# Margin comments on the Coulomb scattering state and the Rutherford amplitude

**1. Premises.** Two distinguishable, spinless point charges $Z_1e$ and $Z_2e$ move non-relativistically and interact only through $V=\kappa/r$, with $\kappa=Z_1Z_2e^2/4\pi\varepsilon_0$. The time factor is $e^{-iEt/\hbar}$ and the beam runs along $+z$. After removal of the centre of mass, $\mu$ is the reduced mass, $v$ the relative speed at infinity, $k=\mu v/\hbar$, $E=\mu v^2/2$, and $\theta$ the centre-of-mass angle. Define $\eta=\kappa/\hbar v$, positive for repulsion and negative for attraction. Since $2\mu\kappa/\hbar^2=2\eta k$, the Schrödinger equation is

$$\left(\nabla^2+k^2-\frac{2\eta k}{r}\right)\psi=0 .$$

**2. The Laplacian without scale factors.** Put $\xi=r-z=2r\sin^2(\theta/2)$ and $\zeta=r+z$, so that $r=(\xi+\zeta)/2$, $z=(\zeta-\xi)/2$, and the squared distance from the axis is $\rho^2=\xi\zeta$. Then $\nabla\xi=\hat r-\hat z$ and $\nabla\zeta=\hat r+\hat z$, which give

$$\nabla\xi\cdot\nabla\zeta=0,\qquad |\nabla\xi|^2=\frac{2\xi}{r},\qquad |\nabla\zeta|^2=\frac{2\zeta}{r},\qquad \nabla^2\xi=\nabla^2\zeta=\frac2r .$$

For an axially symmetric function the chain rule yields $\nabla^2\psi=(2/r)[\partial_\xi(\xi\,\partial_\xi\psi)+\partial_\zeta(\zeta\,\partial_\zeta\psi)]$. Multiplying the wave equation by $r/2$ turns the potential term into a constant, and this is why the coordinates separate it:

$$\partial_\xi(\xi\,\partial_\xi\psi)+\partial_\zeta(\zeta\,\partial_\zeta\psi)+\frac{k^2}{4}(\xi+\zeta)\psi-\eta k\,\psi=0 .$$

With $\psi=A(\xi)B(\zeta)$ and $\beta_1+\beta_2=\eta k$,

$$(\xi A')'+\left(\tfrac{k^2}{4}\xi-\beta_1\right)A=0,\qquad (\zeta B')'+\left(\tfrac{k^2}{4}\zeta-\beta_2\right)B=0 .$$

**3. Why the factor $e^{ikz}$ is not a guess.** The wanted waves are $e^{ikz}=e^{ik(\zeta-\xi)/2}$ and $e^{ikr}=e^{ik(\zeta+\xi)/2}$. The unwanted ones, $e^{-ikz}$ and $e^{-ikr}$, both carry $e^{-ik\zeta/2}$. So $B$ must be free of $e^{-ik\zeta/2}$. Write $B=e^{ik\zeta/2}w$ and $A=e^{-ik\xi/2}u$. Substitution gives $\zeta w''+(1+ik\zeta)w'+(ik/2-\beta_2)w=0$ and $\xi u''+(1-ik\xi)u'-(ik/2+\beta_1)u=0$. In the variables $s=-ik\zeta$ and $s=ik\xi$ both become Kummer's equation

$$s\,y''+(1-s)\,y'-a\,y=0,\qquad a_w=\tfrac12+\frac{i\beta_2}{k},\qquad a_u=\tfrac12-\frac{i\beta_1}{k}.$$

The power-series solution has $c_{n+1}=c_n(a+n)/(n+1)^2$, that is $M(a;s)\equiv{}_1F_1(a;1;s)=\sum_n (a)_n s^n/(n!)^2$ with $(a)_n=\Gamma(a+n)/\Gamma(a)$. The indicial root $0$ is double, so the second solution contains $\ln s$. Near the axis $\ln\xi$ or $\ln\zeta$ equals $2\ln\rho$ plus a smooth term, the field of a line source that the problem does not contain. Both factors are therefore $M$.

Comment 4 shows that $M(a;s)$ has a part $e^{s}s^{a-1}/\Gamma(a)$ at large imaginary $s$. In $B$ this part is the forbidden $e^{-ik\zeta/2}$. It vanishes only at the poles of $\Gamma$, $a_w=-n$, where $w$ is a polynomial of degree $n$. Then $\beta_2=ik(n+\tfrac12)$ and $a_u=-i\eta-n$. The other part of $M$ goes as $s^{-a}$, so the $e^{ikz}$ wave would grow in modulus as $(\xi\zeta)^n=\rho^{2n}$. A beam of uniform intensity needs $n=0$, hence $w=1$ and

$$\psi=N\,e^{ikz}\,{}_1F_1\big(-i\eta;1;ik(r-z)\big).$$

Could a sum of products meet the same conditions? Project the difference of two candidates on $P_l(\cos\theta)$. Each projection is a constant times the regular radial solution, which is real, so its incoming and outgoing parts have equal modulus. If the candidates share their incoming waves, every constant is zero. The state is unique.

**4. The asymptotic form, derived.** For $0<\operatorname{Re}a<1$ and $s=ix$ with $x=k\xi>0$,

$$M(a;ix)=\frac{1}{\Gamma(a)\Gamma(1-a)}\int_0^1 e^{ixt}\,t^{a-1}(1-t)^{-a}\,dt .$$

To verify this, expand the exponential: each term is the beta integral $\Gamma(a+n)\Gamma(1-a)/n!$, which restores the series. The integrand is analytic in the half-strip $0<\operatorname{Re}t<1$, $\operatorname{Im}t>0$ and decays there as $e^{-x\operatorname{Im}t}$. The path may therefore run up from $0$ to $i\infty$ and down from $1+i\infty$ to $1$. On the first leg $t=i\tau/x$ and $\arg t=+\pi/2$. On the second $t=1+i\tau/x$ and $\arg(1-t)=-\pi/2$. This gives the exact split $M=M_1+M_2$:

$$M_1=\frac{(e^{i\pi/2}/x)^{a}}{\Gamma(a)\Gamma(1-a)}\int_0^\infty e^{-\tau}\tau^{a-1}\left(1-\frac{i\tau}{x}\right)^{-a}d\tau,$$

$$M_2=\frac{e^{ix}(e^{-i\pi/2}/x)^{1-a}}{\Gamma(a)\Gamma(1-a)}\int_0^\infty e^{-\tau}\tau^{-a}\left(1+\frac{i\tau}{x}\right)^{a-1}d\tau .$$

The needed value $a=-i\eta$ lies on the edge of the allowed strip. $M_2$ converges for all $\operatorname{Re}a<1$. In $M_1$ one integration by parts replaces $\tau^{a-1}/\Gamma(a)$ by $\tau^{a}/\Gamma(a+1)$ acting on minus the derivative of the remaining factors, which converges for $\operatorname{Re}a>-1$. $M$ is entire in $a$, so the split continues to $a=-i\eta$ and, by repetition, to any $\operatorname{Re}a<1$. Replacing $x$ by $-x$ mirrors the contour and gives the case used for $B$. There $M_2$ is continued to $\operatorname{Re}a\ge1$ by the same integration by parts.

Expanding the brackets binomially and integrating term by term (Watson's lemma) gives

$$M_1\sim\frac{(e^{i\pi/2}/x)^{a}}{\Gamma(1-a)}\sum_n\frac{[(a)_n]^2}{n!}\left(\frac{i}{x}\right)^n,\qquad M_2\sim\frac{e^{ix}(e^{-i\pi/2}/x)^{1-a}}{\Gamma(a)}\sum_n\frac{[(1-a)_n]^2}{n!}\left(\frac{-i}{x}\right)^n .$$

The terms eventually grow like $n!/x^n$, so the series are asymptotic and not convergent.

**5. Normalisation and amplitude.** Set $a=-i\eta$. The two branch choices produce the same real factor:

$$(e^{i\pi/2}/x)^{-i\eta}=e^{\pi\eta/2}x^{i\eta},\qquad (e^{-i\pi/2}/x)^{1+i\eta}=-\frac{i}{x}\,e^{\pi\eta/2}x^{-i\eta}.$$

The leading term of $M_1$ is $e^{\pi\eta/2}x^{i\eta}/\Gamma(1+i\eta)$. Unit incident amplitude with no extra constant phase requires $N=e^{-\pi\eta/2}\Gamma(1+i\eta)$:

$$\psi=e^{-\pi\eta/2}\,\Gamma(1+i\eta)\,e^{ikz}\,{}_1F_1\big(-i\eta;1;ik(r-z)\big).$$

In $M_2$ use $1/\Gamma(-i\eta)=-i\eta/\Gamma(1-i\eta)$, then $(-i)(-i\eta)=-\eta$ and $e^{ikz}e^{ik\xi}=e^{ikr}$. The $n=1$ coefficients are $(-i\eta)^2\,i/x=\eta^2/ix$ and $(1+i\eta)^2/ix$. Thus

$$\psi\sim e^{i[kz+\eta\ln k\xi]}\left[1+\frac{\eta^2}{ik\xi}+\dots\right]-\frac{\eta}{k\xi}\,\frac{\Gamma(1+i\eta)}{\Gamma(1-i\eta)}\,e^{i[kr-\eta\ln k\xi]}\left[1+\frac{(1+i\eta)^2}{ik\xi}+\dots\right].$$

For real $\eta$ the two gamma functions are complex conjugates, so their ratio is $e^{2i\sigma_0}$ with $\sigma_0=\arg\Gamma(1+i\eta)$. Split the logarithm as $\ln k\xi=\ln 2kr+\ln\sin^2(\theta/2)$ and define $f$ as the coefficient of $e^{i(kr-\eta\ln 2kr)}/r$:

$$f(\theta)=-\frac{\eta}{2k\sin^2(\theta/2)}\exp\!\left[-i\eta\ln\sin^2(\theta/2)+2i\sigma_0\right].$$

The constant phase depends on this convention. Writing $\ln kr$ in the radial wave would move a factor $e^{-i\eta\ln2}$ into $f$. The logarithms never die out, because the local wave number is $k-\eta/r$ to first order and $\int dr/r$ diverges.

**6. A term that is as large as the scattered wave.** The correction $\eta^2/ik\xi$ falls as $1/r$, and its modulus is $|\eta|$ times that of the scattered wave. It is still not scattering. It carries the phase $e^{ikz}$ and describes the slight bending of the beam at distance $\rho=r\sin\theta$ from the axis. In a wave packet built from these states, the $e^{ikz}$ series has a stationary phase only along the path of the collimated beam. A detector outside the beam sees neither this series nor its interference with the outgoing wave.

**7. From amplitude to cross section.** For a wave $|\psi|e^{iS}$ the current is $(\hbar/\mu)|\psi|^2\nabla S$. The incident term gives $v\,[\hat z+\eta\nabla\xi/k\xi]$, and the correction has size $|\eta|/[kr\sin(\theta/2)]$, which vanishes far away. The outgoing term gives the radial current $v|f|^2(1-\eta/kr)/r^2$. The logarithmic phases drop out of both limits, so $d\sigma/d\Omega=|f|^2$. With $\eta/2k=\kappa/2\mu v^2=\kappa/4E$,

$$\frac{d\sigma}{d\Omega}=\frac{\eta^2}{4k^2\sin^4(\theta/2)}=\left(\frac{Z_1Z_2e^2}{16\pi\varepsilon_0E}\right)^2\frac{1}{\sin^4(\theta/2)} .$$

No $\hbar$ and no sign of $\eta$ survive. The classical orbit relation $b=(|\kappa|/2E)\cot(\theta/2)$ inserted in $(b/\sin\theta)|db/d\theta|$ gives the same expression, which is Rutherford's. With $p=\sin(\theta/2)$ one has $\sin\theta\,d\theta=4p\,dp$, and the cross section beyond an angle $\theta_0$ is

$$\sigma(>\theta_0)=4\pi\left(\frac{\eta}{2k}\right)^2\cot^2\frac{\theta_0}{2},$$

which diverges as $\theta_0\to0$.

**8. What the Born approximation gets and misses.** For $V=\kappa e^{-r/\lambda}/r$ and $q=2k\sin(\theta/2)$,

$$f_B=-\frac{2\eta k}{q}\int_0^\infty e^{-r/\lambda}\sin qr\,dr=-\frac{2\eta k}{q^2+\lambda^{-2}} .$$

As $\lambda\to\infty$ this is the prefactor of $f$. For the pure Coulomb field all higher orders in $\eta$ sit in the phase $\Phi=2\sigma_0-\eta\ln\sin^2(\theta/2)$. From $\ln\Gamma(1+y)=-\gamma y+\sum_{n\ge2}\zeta_R(n)(-y)^n/n$ for $|y|<1$, with Euler's constant $\gamma$ and the Riemann function $\zeta_R$, one finds $\sigma_0=-\gamma\eta+\zeta_R(3)\eta^3/3-\dots$ The phase becomes observable when $f$ interferes with another amplitude, such as $f(\pi-\theta)$ for identical particles or the amplitude of an added short-range potential. The wave function is not Born-like either. Since $M=1$ at $r=0$ and $|\Gamma(1+i\eta)|^2=\pi\eta/\sinh\pi\eta$,

$$|\psi(0)|^2=\frac{2\pi\eta}{e^{2\pi\eta}-1},$$

which exceeds one for attraction and is below one for repulsion.

**9. Range of validity.** Within the premises $\psi$ is exact for every $k>0$, every real $\eta$ and every point. The limits are these.

- The two-wave form needs both brackets close to one, $2kr\sin^2(\theta/2)\gg1+\eta^2$. It fails inside a paraboloid around the forward axis. There $\psi$ stays finite, with $|\psi|^2$ equal to $|\psi(0)|^2$ all along $\xi=0$. The divergence of $f$ at $\theta=0$ is a failure of the split and not of the state.
- Screening at a length $\lambda$, or a beam of that width, removes the small angles. Comment 8 gives the Born factor $[1+(q\lambda)^{-2}]^{-2}$, so $q\lambda\gg1$ is needed. For $|\eta|>1$ the classical condition $b\ll\lambda$ is the stricter one.
- Relativity and electron spin enter at relative order $(v/c)^2$ with coefficients of order one when $|\eta|\lesssim1$. Photon emission in a large-angle collision has a probability of order $\alpha(v/c)^2$, up to a logarithm, with $\alpha$ the fine-structure constant.
- A target of rms charge radius $R_c$ changes the Born cross section by the fraction $-(qR_c)^2/3$.
- Identical particles need the symmetrised amplitudes $f(\theta)\pm f(\pi-\theta)$, and bound electrons on either partner remove the pure $1/r$ form.

**10. Numbers: 100 eV electrons on protons at rest.** Atomic units are used ($a_0$, $E_h$, speed $\alpha c$), in which $\eta=Z_1Z_2/v$. The laboratory energy is $3.675\,E_h$, so $v=2.711$ and $\eta=-0.3689$. The relative speed is the laboratory speed, so the reduced mass does not enter $\eta$. It enters $k$: $\mu/m_e=0.99946$, $k=2.710\,a_0^{-1}$, $E=99.95$ eV. Then $|\eta|/2k=0.0681\,a_0$ and $\sigma_0=+0.194$ rad. The prefactor of $f$ is positive here, so $f=|f|e^{i\Phi}$. All entries come from unrounded intermediates.

| $\theta$ | $\lvert f\rvert$ ($a_0$) | $\Phi$ (rad) | $d\sigma/d\Omega$ ($a_0^2$/sr) |
|---|---|---|---|
| $10^\circ$ | 8.96 | $-1.41$ | 80.3 |
| $30^\circ$ | 1.02 | $-0.609$ | 1.03 |
| $90^\circ$ | 0.136 | 0.133 | 0.0185 |
| $180^\circ$ | 0.0681 | 0.388 | 0.00463 |

Backward scattering has $\sigma(>90^\circ)=0.0582\,a_0^2=1.63\times10^{-18}$ cm². The density at the proton is $|\psi(0)|^2=2.57$, against $0.253$ for a positron of the same speed, although both have the same cross section.

The neglected terms fix the number of figures. Here $(v/c)^2=3.9\times10^{-4}$ and $\alpha(v/c)^2=2.9\times10^{-6}$. A typical proton radius of 0.84 fm gives $(qR_c)^2/3=2.5\times10^{-9}$ at $180^\circ$. The relativistic term is of the same order as the reduced-mass factor, $(m_e/\mu)^2-1=1.1\times10^{-3}$, so results stop at three figures and the further digits of the intermediates serve the arithmetic only.

That factor cancels in the laboratory frame to first order in $\epsilon=m_e/m_p$. From $\tan\theta_L=\sin\theta/(\cos\theta+\epsilon)$ follows $\theta=\theta_L+\epsilon\sin\theta$. This shift multiplies $\sin^{-4}(\theta/2)$ by $1-2\epsilon(1+\cos\theta)$, the solid-angle ratio contributes $1+2\epsilon\cos\theta$, and the product $1-2\epsilon$ removes $(1+\epsilon)^2$.

At $10^\circ$ the correction to the outgoing wave falls to one per cent at $r=100(1+\eta^2)/[2k\sin^2(\theta/2)]=2.8\times10^{3}\,a_0$, or $0.15\ \mu$m. Any real detector is asymptotic.

For screening, place the protons in a hydrogen discharge of the kind used in wafer processing, with assumed values $n_e=10^{10}$ cm⁻³ and $k_BT_e=3$ eV. The electron Debye length $\lambda=(\varepsilon_0k_BT_e/n_ee^2)^{1/2}$ is $0.13$ mm, and $q\lambda=1$ at $\theta\approx1/k\lambda=1.5\times10^{-7}$ rad. This angle is the static Born model's and not a property of a real discharge. The screening cloud belongs to the proton, and elastic deflection by a resting proton transfers almost no energy, so static screening applies whatever the speed of the electron. The model leaves out screening by the ions, which in such a discharge are typically much colder than the electrons. Full static screening by singly charged ions of the same density shortens the length by $(1+T_e/T_i)^{1/2}$, a factor of $10$ for an assumed $k_BT_i=0.03$ eV, and moves the model's cut-off up to $1.5\times10^{-6}$ rad. The electron-only estimate therefore misses towards small angles, by up to roughly an order of magnitude, and the table is untouched in either case.